**Problem.** $N=7$ spin-polarised electrons occupy one Landau shell on Haldane's sphere, at filling $1/q$ with $q=2$ and $N_\phi=q(N-1)-1+n$, $n=1$. They interact through $H_3=V_3\sum_{i<j<k}P_{ijk}$, where $V_3>0$ is an energy and $P_{ijk}$ projects a triple on its largest total angular momentum. The field $B=5$ T is assumed, and $\epsilon_r=12.9$ is typical of GaAs. Find the size of the sphere, the number and angular momenta of the zero-energy states, and the topological part of the degeneracy.

**Margin 1: conventions.** $N_\phi=2\cdot6-1+1=12$, so $Q=N_\phi/2=6$. The 13 orbitals are $z^m$, $m=0,\dots,12$, in the stereographic coordinate $z$, with $L_z=(m-Q)\hbar$. The Hilbert space holds $\binom{13}{7}=1716$ states. The magnetic length is $\ell_B=\sqrt{\hbar/eB}=11.47$ nm, the radius is $R=\sqrt{Q}\,\ell_B=28.1$ nm, and the flux is $4\pi R^2B=12\,h/e=4.96\times10^{-14}$ Wb. Three fermions reach at most $L=(3Q-3)\hbar=15\hbar$, which is relative angular momentum $3\hbar$. The one added flux quantum displaces charge $e/2$, shared by $2n=2$ quasiholes of $e/4$ each.

**Margin 2: the formula.** For the state of Moore and Read (1991), Read and Rezayi (1996) count
$$D=\sum_{F\equiv N\ (\mathrm{mod}\ 2)}\binom{n}{F}\binom{(N-F)/2+2n}{2n}.$$
Its origin is the family
$$\Psi=\mathcal A\Big[\prod_{k=1}^{F}z_k^{\mu_k}\prod_{\text{pairs }ab}\frac{\Phi(z_a,z_b;w)}{z_a-z_b}\Big]\prod_{i<j}(z_i-z_j)^q ,$$
where $\mathcal A$ antisymmetrises. $\Phi$ is symmetric in $z_a,z_b$ and of degree $n$ in each; it is symmetric in the $2n$ quasihole positions $w$ and of degree one in each. A paired electron has degree $q(N-1)-1+n=N_\phi$. An unpaired one lacks the denominator, so $q(N-1)+\mu\le N_\phi$ gives $\mu=0,\dots,n-1$: $F$ fermions in $n$ levels, $\binom nF$ choices. $\Phi$ is linear in the $2n+1$ elementary symmetric polynomials $e_0=1,e_1,\dots,e_{2n}$ of the $w$. A product over $p=(N-F)/2$ pairs therefore expands in monomials of degree $p$ in $2n+1$ quantities, of which there are $\binom{p+2n}{2n}$.

**Margin 3: why these cost no energy.** Three approaching electrons contain at most one pair, so $\Psi$ vanishes with total degree at least $3q-1=5$. $H_3$ sees degree 3 only.

**Margin 4: the count.** Odd $N$ and $F\le n=1$ force $F=1$, $\mu=0$, $p=3$:
$$D=\binom11\binom{5}{2}=10 .$$
Here $\Phi=(z_a-w_1)(z_b-w_2)+(z_a-w_2)(z_b-w_1)=2z_az_b-e_1(z_a+z_b)+2e_2$. Each pair carries degree 2, 1 or 0, a spin-1 triplet, and the three pairs act as bosons in it. Two things remain to be shown: that the ten coefficient functions are independent, and that nothing lies outside them.

**Margin 5: at least ten.** Divide out the Jastrow factor and take the residue at $z_1=z_2=x_1$, $z_3=z_4=x_2$, $z_5=z_6=x_3$. Only terms with this pairing have all three poles, and they add with one sign. Since $\Phi(x,x)=2(x^2-e_1x+e_2)$, the residue is proportional to $\prod_{k=1}^3(x_k^2-e_1x_k+e_2)$. The coefficient of each monomial in $e_1,e_2$ is, up to sign, the symmetrised monomial $x_1^ax_2^bx_3^c$ with $0\le a\le b\le c\le2$, a different one each time. These ten polynomials are independent, hence so are the ten states.

**Margin 6: at most ten.** In second quantisation $H_3=V_3\sum_MT_M^\dagger T_M$, where $T_M$ removes three electrons with $m_1+m_2+m_3=M$. The amplitude is proportional to $\prod_i\binom{12}{m_i}^{1/2}\prod_{i<j}(m_j-m_i)$, never zero for distinct orbitals. A zero mode obeys $T_M\Psi=0$ for all $M$. Take a Slater determinant of $\Psi$ with the largest $\sum m^2$. Suppose it held three electrons within four consecutive orbitals (111, 1101 or 1011). That triple has the smallest $\sum m^2$ for its $M$, so its term in $T_M\Psi$ could cancel only against determinants of larger $\sum m^2$, and none exist. The leading determinant thus obeys $m_{i+2}-m_i\ge4$ for ordered $m_i$. More zero modes than such patterns would allow a combination with no allowed pattern in it, which is impossible.

Now count. The chain $m_1,m_3,m_5,m_7$ needs a span of 12 and is frozen at $0,4,8,12$. The rest are $m_2=1+a$, $m_4=5+b$, $m_6=9+c$ with $0\le a\le b\le c\le2$, from 1100110011001 to 1001100110011. That gives ten again, so $D=10$ exactly. The other 1706 eigenstates have positive energy.

**Margin 7: angular momentum.** The total degree is $42-3+(a+b+c)$, and $NQ=42$ is subtracted, so $L_z=(a+b+c-3)\hbar$.

| $L_z/\hbar$ | $-3$ | $-2$ | $-1$ | 0 | 1 | 2 | 3 |
|---|---|---|---|---|---|---|---|
| states | 1 | 1 | 2 | 2 | 2 | 1 | 1 |

The zero modes are one $L=3\hbar$ and one $L=1\hbar$ multiplet, $7+3=10$. The same content follows from two bosonic quasiholes in $p+1=4$ orbitals, of spin $3/2$. A case solvable by inspection: $N=3$, $n=1$ has $Q=2$ and 10 states, $L=3\hbar$ and $1\hbar$. $H_3$ lifts the seven with $L=3\hbar$, leaving $\binom11\binom32=3$.

**Margin 8: what is topological.** With the $w$ held fixed only $\sum_F\binom nF$ survives. For $n\ge1$, $(1-1)^n=0$ makes the even and odd sums equal, each $2^{n-1}$, provided $N$ is large enough to admit every $F$. At $n=0$ odd $N$ has no zero mode. At $n=1$ the sum is 1: electron parity fixes the fusion channel, here the fermion, and exchanging the two quasiholes yields only a phase. The entropy $k_B\ln10=2.30\,k_B$ is all positional. One more flux quantum, $N_\phi=13$ and $n=2$, gives $\binom21\binom74=70$ states with 2 at fixed positions, the first matrix-valued braiding.

**Margin 9: limits.** At filling $5/2$ (density $2.5\,eB/h=3.0\times10^{11}$ cm$^{-2}$) the active shell is the second Landau level, with angular momentum $Q_{\rm phys}+1$ in units of $\hbar$. Thirteen orbitals then mean $Q_{\rm phys}=5$, 10 physical flux quanta and $R=\sqrt{5\hbar/eB}=25.7$ nm; the count depends on the shell size only. The degeneracy is the model's, not that of GaAs. The Coulomb unit is $e^2/4\pi\epsilon_0\epsilon_r\ell_B=9.73$ meV, and two point charges $e/4$ at opposite poles of the 28.1 nm sphere repel with $1/(32\sqrt6)=0.013$ of it, 0.12 meV or 1.4 K. This crude scale, which ignores the quasihole size, indicates how far Coulomb repulsion can separate $L=3\hbar$ from $L=1\hbar$. Rotational symmetry keeps the seven and the three states degenerate among themselves.